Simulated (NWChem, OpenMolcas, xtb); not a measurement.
From F to Br: the dipole moment

Gas-phase molecules, one atom swapped for its congeners: SiH2F `F[SiH2]`; SiH2Cl (chlorosilyl radical) `[SiH2]Cl`; SiH2Br `[SiH2]Br`. All are doublets with charge 0.

Shapes, held fixed at every level: GFN2-xTB. Shapes from a cheap method are rough, which adds to the scatter. Programs: NWChem 7.3.0, OpenMolcas 26.06, xtb 6.7.1, xtb 6.7.1 later snapshot. A level may come from different programs for different species; with the same settings they agree closely. Values in D.

Task: How should the dipole moment change along the series?

Result: At PBE0/def2-SVP the dipole moment isn't monotonic: it is largest for F and smallest for Cl (1.58 and 1.11 D). 2 of 5 levels show this order throughout; 2 agree on the largest and the smallest. Open shells run unrestricted. Relativity is left out for Br. GFN2-xTB strays far from the other rows.

| level | SiH2F | SiH2Cl | SiH2Br |
| --- | --- | --- | --- |
| GFN2-xTB | 1.82 | 1.36 | 4.70 |
| HF/3-21G | 2.31 | 2.66 | 2.51 |
| HF/def2-SVP | 1.98 | 1.40 | 1.87 |
| B3LYP/6-31G* (spherical functions) | 1.53 | 1.37 | 1.65 |
| PBE0/def2-SVP | 1.58 | 1.11 | 1.43 |

The dipole moment doesn't follow halogen electronegativity in any simple way, because two effects oppose each other: from F to Br the Si–X bond becomes less polar, but the charges sit further apart. In the closely related closed-shell silyl halides they nearly cancel, leaving almost equal dipoles, so the pronounced dip at Cl is suspect. It appears in every row except HF/3-21G, which puts Cl highest. At the Hartree–Fock level, changing only the basis lowers the SiH2Cl value from 2.66 to 1.40 D, a shift larger than the PBE0 spread across the series. The 3-21G set lacks d polarization functions on Si and Cl, which probably exaggerates the charge separation. With def2-SVP, going from HF to PBE0 lowers all three dipoles but keeps their order, consistent with Hartree–Fock's tendency to make polar bonds too ionic. The data therefore support similarly sized, competing contributions, but not a genuine minimum at Cl or a firm ranking of F and Br.
